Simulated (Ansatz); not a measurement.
A series in volume per atom on CdPd

All results are calculated (Ansatz 0.2.0). Periodic Kohn-Sham DFT of a crystal at fixed atoms; pressure and stress are positive in compression; the energy is the free energy less that of spherical unpolarised free atoms; site moments are those in the method's own spheres, positive along +z.

Cell of the first row (space group P4/mmm, No. 123):
```
CELL_PARAMETERS angstrom
2.96580 0.00000 0.00000
0.00000 2.96580 0.00000
0.00000 0.00000 3.55690
ATOMIC_POSITIONS crystal
Cd 0.00000 0.00000 0.00000
Pd 0.50000 0.50000 0.50000
```

Settings of every row: method all-electron PAW; functional PBEsol; relativity scalar; k mesh 11x11x9; filling fermi-dirac; smearing width 0.05 eV; nucleus gaussian.

Atom start moment: 0 on all atoms.

| row | volume per atom (Å³) | pressure (GPa) |
| --- | --- | --- |
| 1 | 15.643 | 8.175 |
| 2 | 15.976 | 4.562 |
| 3 | 16.309 | 1.385 |
| 4 | 16.475 | -0.056 |
| 5 | 16.642 | -1.404 |
| 6 | 16.808 | -2.67 |
| 7 | 16.974 | -3.855 |
| 8 | 17.307 | ? |
| 9 | 17.64 | -7.886 |

Question: what pressure should row 8 give?

Worked fit of pressure. Take u = (V_r/V)^(2/3) − 1 with V_r = 16.559 Å³ an atom, which is twice the finite (Eulerian) strain; such expansions in the strain, on which the Birch-Murnaghan equation of state is built, carry the rest volume and the bulk modulus. The shown rows have u = 0.03867, 0.02418, 0.01019, 0.0034, -0.00333, -0.0099, -0.01637, -0.04128. Least squares give pressure = −0.7453 + 201.521 × u + 723.66 × u² + 785 × u³ GPa; a parabola predicts inner rows, each left out in turn, worse (root mean square 0.013 against 0.0034 GPa). The rows lie off it by 0.000, 0.000, 0.001, -0.004, 0.004, 0.000, -0.001, 0.000. The pressure vanishes at u = 0.0037, or V = 16.47 Å³ an atom, and there the bulk modulus at fixed shape and fractions is B = −V dP/dV = (2/3)(1 + u) dP/du = 138 GPa. Letting shape and atoms relax would as a rule lower it, by much in layered, chain or molecular crystals. The withheld row has u = -0.02902, so the fit gives −0.7453 + 201.521 × (-0.02902) + 723.66 × (-0.02902)² + 785 × (-0.02902)³ = -6.003 GPa.

The calculation gave -6.002 GPa. The fit lies 0.001 GPa (0.0062 % of the column's range) below it, one unit of the last digit.
